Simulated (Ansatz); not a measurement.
## Swapping OH for F on C: the atomisation energy

Gas-phase molecules. On one C centre that keeps SiH3, n of the OH ligands are replaced by F. The atomisation energy (no zero-point term) y in kJ/mol at CCSD(T)/CBS estimate. Shapes: PBE0-D4/def2-TZVP. Flexible molecules stand in one conformer, not always the lowest. Programs: Ansatz 0.2.0.

| molecule | n | y (kJ/mol) |
| --- | --- | --- |
| CH6O3Si | 0 | 3921 |
| CH5FO2Si | 1 | ? |
| CH4F2OSi | 2 | 3161 |
| SiH3(CF3) | 3 | 2767 |

Question: Fit y = c + s·n to the known rows and predict CH5FO2Si.

Answer: 
1. Means of the 3 rows: n = 1.66667, y = 3283.0.
2. Σ(Δn)² = 4.6667, Σ(Δn·Δy) = -1792, so the slope is -1792/4.6667 = -384.
3. Intercept: 3283.0 − (-384) × 1.66667 = 3923.0. The largest residual of the fit is 6.0.
4. CH5FO2Si: 3923.0 + (-384) × 1 = 3539 kJ/mol.

The run gave 3538 kJ/mol, so the prediction is off by +1 kJ/mol, within the largest residual. The steps per swap are -383, -377, -394 kJ/mol. The slope is the difference between a C–F and a C–OH bond with the ligands’ own bonds. Other levels give for CH5FO2Si: B3LYP-D4/def2-TZVPP 3512; wB97X-V/def2-TZVPP 3546 kJ/mol. The CBS estimate extrapolates MP2 from def2-TZVPP and def2-QZVPP and adds CCSD(T) − MP2 in the triple-zeta set, cores frozen.

The atomisation energy falls at every swap, mainly because OH brings an internal O–H bond that F lacks. It is no sign of weaker bonding to carbon: C–F is normally stronger than C–O, which offsets part of the lost O–H contribution. The loss per swap is also close to the known difference in atomisation energy between water and hydrogen fluoride, so exchanging OH for F with HF, releasing water, is probably almost thermoneutral.

The near-constant steps show that bond additivity carries most of the trend, but not all of it. The last swap costs most, at -394 kJ/mol, and the mixed members lie slightly above a straight line between the end members. This suggests anomeric stabilisation, in which an oxygen lone pair donates into a C–F antibonding orbital; replacing the last OH removes that donor. Changes in O–H···F or O–H···O contacts could contribute as well, and total energies cannot separate the two effects. Nor does the good interpolation establish that the same increment holds when SiH3 is replaced by another substituent.
